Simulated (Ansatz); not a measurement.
## A series in volume per atom on SiC

All results are calculated (Ansatz 0.2.0). Periodic Kohn-Sham DFT of a crystal at fixed atoms; pressure and stress are positive in compression; the energy is the free energy less that of spherical unpolarised free atoms; site moments are those in the method's own spheres, positive along +z.

Cell of the first row (space group F-43m, No. 216):
```
CELL_PARAMETERS angstrom
0.00000 2.14550 2.14550
2.14550 0.00000 2.14550
2.14550 2.14550 0.00000
ATOMIC_POSITIONS crystal
Si 0.00000 0.00000 0.00000
C 0.25000 0.25000 0.25000
```

Settings of every row: method frozen-core PAW; functional PBE; relativity scalar; k mesh 16x16x16; filling fermi-dirac; smearing width 0.08 eV; wave cutoff 420 eV; paw set soft_2.

Atom start moment: 0 on all atoms.

| row | volume per atom (Å³) | pressure (GPa) |
| --- | --- | --- |
| 1 | 9.877 | 14.703 |
| 2 | 10.292 | ? |
| 3 | 10.502 | -0.002 |
| 4 | 10.712 | -4.052 |
| 5 | 11.132 | -11.043 |

Question: what pressure should row 2 give?

Worked fit of pressure. Take u = (V_r/V)^(2/3) − 1 with V_r = 10.607 Å³ an atom, which is twice the finite (Eulerian) strain; such expansions in the strain, on which the Birch-Murnaghan equation of state is built, carry the rest volume and the bulk modulus. The shown rows have u = 0.04868, 0.00665, -0.00655, -0.03169. Least squares give pressure = −2.0761 + 307.275 × u + 768.26 × u² GPa; a straight line predicts inner rows, each left out in turn, worse (root mean square 0.78 against 0.0074 GPa). The rows lie off it by 0.000, -0.003, 0.004, -0.001. The pressure vanishes at u = 0.0066, or V = 10.5 Å³ an atom, and there the bulk modulus at fixed shape and fractions is B = −V dP/dV = (2/3)(1 + u) dP/du = 213 GPa. The withheld row has u = 0.0203, so the fit gives −2.0761 + 307.275 × (0.0203) + 768.26 × (0.0203)² = 4.478 GPa.

The calculation gave 4.469 GPa. The fit lies 0.009 GPa (0.035 % of the column's range) above it; its largest miss of a shown row is 0.004 GPa.
